\section*{What moves the grey--white transition of tin?}

Grey tin ($\alpha$-Sn, diamond structure, zero-gap semiconductor) is stable when cold. White tin ($\beta$-Sn, a dense metal) is stable when warm. The usual transition temperature, $T_c=286$~K (13\,$^\circ$C), is taken here as a given input. The boundary matters for high-tin solder in cold service and for $\alpha$-Sn films in device research. The question: in which direction and how far does $T_c$ move when the phonon frequencies, the atomic mass, the pressure, the composition or the electronic density of states is changed, one at a time?

\subsection*{Free energy of two polymorphs}

Call grey tin $a$ and white tin $b$. Every $\Delta$ means $b$ minus $a$. A harmonic mode of angular frequency $\omega$, zero-point energy included, has with $x=\hbar\omega/k_BT$
\begin{equation}
f=k_BT\ln\!\left(2\sinh\frac{x}{2}\right)=k_BT\left(\ln x+\frac{x^2}{24}-\frac{x^4}{2880}+\dots\right),\qquad x<2\pi .
\label{eq:mode}
\end{equation}
No term $\hbar\omega/2$ survives in this expansion. Both phases have $3N$ modes for $N$ atoms, so $\ln T$ cancels in the difference. The leading term gives $\Delta F=k_BT\,\Delta\!\sum\ln\omega$ and an entropy difference independent of temperature. Define two Debye temperatures by averages over the $3N$ modes,
\begin{equation}
\ln\theta(0)=\tfrac13+\langle\ln(\hbar\omega/k_B)\rangle,\qquad
\theta(2)^2=\tfrac53\langle(\hbar\omega/k_B)^2\rangle ,
\end{equation}
with factors such that both equal the cutoff for a Debye spectrum. Then
\begin{equation}
\Delta S_{\rm cl}=-k_B\,\Delta\!\sum\ln\omega=3Nk_B\ln\frac{\theta_a(0)}{\theta_b(0)},
\label{eq:scl}
\end{equation}
\begin{equation}
\Delta F_q=\frac{\hbar^2}{24k_BT}\,\Delta\!\sum\omega^2=-\frac{Nk_BQ}{T},\qquad
Q=\frac{3}{40}\left[\theta_a(2)^2-\theta_b(2)^2\right].
\label{eq:fq}
\end{equation}
The softer phase wins above $T_c\approx\Delta E/\Delta S_{\rm cl}$. Here $\Delta E$ is the static-lattice energy difference, without zero-point energy. White tin also has the electronic free energy $-\gamma T^2/2$; carriers in grey tin are neglected. Per atom, with $\sigma=3\ln[\theta_a(0)/\theta_b(0)]$,
\begin{equation}
\Delta G=\Delta E+p\,\Delta V-k_B\sigma T-\frac{k_BQ}{T}-\frac{\gamma T^2}{2},
\label{eq:g}
\end{equation}
\begin{equation}
\Delta S=-\frac{\partial\Delta G}{\partial T}=k_B\sigma-\frac{k_BQ}{T^2}+\gamma T .
\label{eq:s}
\end{equation}

\subsection*{Reference model}

Approximate inputs are $\theta_a(0)=195$~K, $\theta_b(0)=150$~K, $\theta_a(2)=235$~K and $\theta_b(2)=165$~K, read as effective room-temperature values. The $\theta(0)$ were chosen to bring $\Delta S$ near the typical transition entropy of about 7~J\,mol$^{-1}$K$^{-1}$. For $\gamma$ take about 1.0~mJ\,mol$^{-1}$K$^{-2}$, a band value, because the electron--phonon enhancement of the low-temperature coefficient fades above the Debye temperature.

These give $\sigma=0.787$ and $Q=2100$~K$^2$. At 286~K the last three terms of Eq.~(\ref{eq:g}) are $-19.40$, $-0.63$ and $-0.42$~meV. The $x^4$ term, estimated with Debye spectra cut off at $\theta(2)$, is $+0.004$~meV and is dropped. Fitting $\Delta G=0$ to 286~K at $p=0$ fixes $\Delta E=20.5$~meV, which is carried unrounded below. The model therefore predicts shifts, not $T_c$ itself. Equation~(\ref{eq:s}) gives
\begin{equation}
\Delta S/k_B=0.787-0.026+0.034\approx0.80,
\end{equation}
that is 68.6~$\mu$eV/K per atom or 6.6~J\,mol$^{-1}$K$^{-1}$. The bare ratio $\Delta E/k_B\sigma$ is 302~K, so the two small terms together are worth 16~K.

A change that adds $\delta\Delta G$ at fixed $T$ moves the zero of $\Delta G$. Since the slope is $-\Delta S$, to first order
\begin{equation}
\delta T_c=\frac{\delta\Delta G}{\Delta S},
\label{eq:rule}
\end{equation}
or 14.6~K per meV/atom. Whatever favours grey tin raises $T_c$.

\subsection*{Five changes: reasoning first}

\textbf{A. All white-tin frequencies 1\% stiffer, $\Delta E$ fixed.} White tin owes its stability to soft modes, so $T_c$ must rise. Each of three modes per atom costs $k_BT\eta$ for a relative stiffening $\eta$. Hence $\delta T_c/T_c\approx3k_B\eta/\Delta S=3.8\,\eta$, about 11~K. The lever is large because $\Delta S$ is a small difference.

\textbf{B. Heavier atoms, mean mass 118.7~u replaced by 123.9~u ($^{124}$Sn).} All frequencies scale as $M^{-1/2}$ in both phases, so the ratio in Eq.~(\ref{eq:scl}) is unchanged and the classical shift is zero. Only $Q\propto1/M$ responds. The quantum term penalises the stiff grey phase, and heavier atoms weaken the penalty. So $T_c$ rises, by a few per cent of 0.63~meV divided by $\Delta S$, a fraction of a kelvin.

\textbf{C. Hydrostatic pressure of 50~MPa.} Approximate room-temperature atomic volumes are 34.2~\AA$^3$ (grey) and 27.1~\AA$^3$ (white), so grey tin is 26\% larger. Pressure favours the dense phase and $T_c$ falls. A jump of 7.1~\AA$^3$ times 50~MPa is about 2~meV, so the shift is tens of kelvin.

\textbf{D. One atomic per cent of a solute that prefers the grey phase.} A diamond-structure element such as Ge is the natural candidate. If the solute cannot diffuse during the transformation, both phases have the same composition, and the ideal mixing entropy cancels. The solute mass also cancels from $\Delta S_{\rm cl}$: the product of all $\omega^2$ is the determinant of the force-constant matrix divided by a mass factor, and that factor is common to both phases. What remains is the energy preference, which raises the temperature of equal free energy.

\textbf{E. Density of states at the Fermi level of white tin 20\% higher.} The metal gains entropy and $T_c$ falls. One fifth of 0.42~meV is about a kelvin.

\subsection*{Calculation}

For A, $\sigma$ loses $3\ln(1+\eta)$ and $\theta_b(2)^2$ gains the factor $(1+\eta)^2$:
\begin{equation}
\delta\Delta G_A=3k_BT\ln(1+\eta)+\frac{3k_B\theta_b(2)^2}{40\,T}\left[(1+\eta)^2-1\right].
\end{equation}
The two parts are 0.736 and 0.012~meV. For B,
\begin{equation}
\delta\Delta G_B=\frac{k_BQ}{T}\left(1-\frac{M}{M'}\right),
\end{equation}
where the bracket is 0.042. For C, $\delta\Delta G_C=p\,\Delta V$ with $\Delta V=-7.1$~\AA$^3$, and Eq.~(\ref{eq:rule}) becomes the Clausius--Clapeyron slope
\begin{equation}
\frac{dT_c}{dp}=\frac{\Delta V}{\Delta S}=-0.65~\text{K/MPa}.
\end{equation}
For D, $\delta\Delta G_D=cw$ with $c=0.01$ and an illustrative preference $w=0.10$~eV per solute atom. For E, $\delta\Delta G_E=-0.2\,\gamma T^2/2$. The table lists $\delta\Delta G$ at 286~K, the linear shift from Eq.~(\ref{eq:rule}), and the shift from solving $\Delta G(T)=0$ with the changed parameters in Eq.~(\ref{eq:g}).

\begin{center}
\begin{tabular}{lrrr}
\hline
Change & $\delta\Delta G$ (meV/atom) & linear (K) & full (K)\\
\hline
A: $\omega_b$ up 1\% & $+0.75$ & $+10.9$ & $+11.3$\\
B: $M\to123.9$~u & $+0.027$ & $+0.39$ & $+0.39$\\
C: $p=50$~MPa & $-2.22$ & $-32.3$ & $-32.5$\\
D: $cw=1.0$~meV & $+1.0$ & $+14.6$ & $+14.5$\\
E: $\gamma$ up 20\% & $-0.085$ & $-1.2$ & $-1.2$\\
\hline
\end{tabular}
\end{center}

Every sign follows the reasoning. In A the full shift exceeds the linear one because the change itself lowers $\Delta S$. In C and D the perturbation is independent of $T$, and the small differences show how little $\Delta S$ varies: it grows slowly with $T$, which enlarges a downward shift and trims an upward one.

\subsection*{Size of what is left out}

\textbf{Expansion and anharmonicity.} Equation~(\ref{eq:rule}) holds to first order whatever the origin of $\Delta S$. Omitted heat capacity enters at second order. For white tin, with a typical volume expansion coefficient $\beta_b=7\times10^{-5}$~K$^{-1}$ and bulk modulus $B=55$~GPa, $C_p-C_V=\beta_b^2BVT=0.15\,k_B$ per atom. An extra $\Delta C$ alters a shift $\delta T$ by $\Delta C\,\delta T^2/(2T\Delta S)$, which is 0.3~K for a 30~K shift. This rivals the gap between the linear and full columns, so A, C and D should be read to the nearest kelvin at best.

\textbf{Pressure.} Compression stiffens the phonons, but by $(\partial S/\partial p)_T=-(\partial V/\partial T)_p$ this effect is already contained in volumes taken at the working temperature. With a typical $\beta_a=2\times10^{-5}$~K$^{-1}$, $\Delta V$ drifts by 0.04~\AA$^3$ over 30~K, or 0.5\%. Only the hydrostatic part of a package stress enters $p\,\Delta V$, and hydrostatic tension reverses the sign.

\textbf{Mass.} The shift in B is proportional to a difference of squares. A 5\% uncertainty in $\theta_a(2)$ changes $Q$ by 20\%, so the result is about 0.4~K.

\textbf{Solute.} A real solute also changes force constants. If 1~at.\% alters $\theta_a(0)/\theta_b(0)$ by 0.3\%, the lever of case A gives 3~K of either sign, a sizeable part of the energy effect. With diffusion, the single temperature opens into a two-phase range.

\textbf{Common scale.} All shifts go as $1/\Delta S$. A 2\% uncertainty in $\theta_b(0)$ changes $\Delta S$ by $0.06\,k_B$, or 8\%, when $\Delta E$ is refitted to 286~K.

The model's ranking is robust against these terms: stress, composition and phonon stiffness move the boundary by ten kelvin or more, the electronic change by about one, the mass by less. In the model, 50~MPa lowers the boundary to about $-20\,^\circ$C. These are equilibrium temperatures. White tin typically persists tens of kelvin below $T_c$ for long times, because nucleating a phase 26\% larger in volume is slow, so a shift of $T_c$ sets the driving force $\Delta S\,(T_c-T)$ for conversion and not its onset.